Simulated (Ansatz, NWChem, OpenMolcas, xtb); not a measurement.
## A ladder of methods for SnGeH6 (SMILES [GeH3][SnH3])

SnGeH6 has 8 atoms, charge 0, and is taken as a singlet. SMILES: `[GeH3][SnH3]`. Geometry: relaxed at PBE0-D4/def2-TZVP.

Quantity: the HOMO–LUMO gap, in eV. The values are calculated.

```json
{"level": "GFN2-xTB", "kind": "semi-empirical", "program": "xtb", "value (eV)": "5.49", "CPU time": "under 2 s"}
{"level": "GFN0-xTB", "kind": "semi-empirical", "program": "xtb", "value (eV)": "6.66", "CPU time": "under 2 s"}
{"level": "HF/def2-SVP (core potential)", "kind": "Hartree–Fock", "program": "NWChem", "value (eV)": "13.56", "CPU time": "18 s"}
{"level": "SVWN5/def2-SVP (core potential)", "kind": "LDA", "program": "OpenMolcas", "value (eV)": "6.00", "CPU time": "16 s"}
{"level": "revPBE/def2-SVP (core potential)", "kind": "GGA", "program": "Ansatz", "value (eV)": "6.18", "CPU time": "5.8 s"}
{"level": "TPSS/def2-SVP (core potential)", "kind": "meta-GGA", "program": "OpenMolcas", "value (eV)": "6.45", "CPU time": "27 s"}
{"level": "r2SCAN/def2-SVP (core potential)", "kind": "meta-GGA", "program": "OpenMolcas", "value (eV)": "6.71", "CPU time": "28 s"}
{"level": "r2SCAN0/def2-SVP (core potential)", "kind": "hybrid meta-GGA", "program": "Ansatz", "value (eV)": "8.39", "CPU time": "14 s"}
{"level": "CAM-B3LYP/def2-SVP (core potential)", "kind": "range-separated hybrid", "program": "Ansatz", "value (eV)": "10.18", "CPU time": "7.3 s"}
{"level": "PBE-QIDH/def2-SVP (core potential)", "kind": "double hybrid", "program": "Ansatz", "value (eV)": "11.40", "CPU time": "9.5 s"}
```

The values span 5.49 to 13.56 eV. Orbital gaps aren't excitation energies, and those of double hybrids come from the SCF part alone; they tend to grow with the share of exact exchange. Times are those of the runs behind each value, whatever else they computed, on shared processors of several kinds: orders of magnitude only.

The gap of this closed-shell hydride depends far more on how exchange is treated than on which semilocal functional is chosen: from SVWN5 to r2SCAN it only moves from 6.00 to 6.71 eV, whereas r2SCAN0 gives 8.39 eV and Hartree–Fock 13.56 eV. In Hartree–Fock, an occupied orbital is stabilised by exchange with its own density, while an empty one feels the repulsion of all the electrons and lies close to an electron-attachment level. A semilocal potential makes no such distinction, so its gap lies well below the fundamental one.

The HOMO is probably the Ge–Sn σ bond, softer than the surrounding bonds to hydrogen, and the LUMO probably has σ* character mixed with diffuse contributions. The two tight-binding gaps, 5.49 and 6.66 eV, fall near the semilocal values, but this reflects their parametrisation and doesn't validate either. Since a small basis without diffuse functions confines a weakly bound or unbound LUMO artificially, the largest gaps in particular can't be taken as converged fundamental gaps.
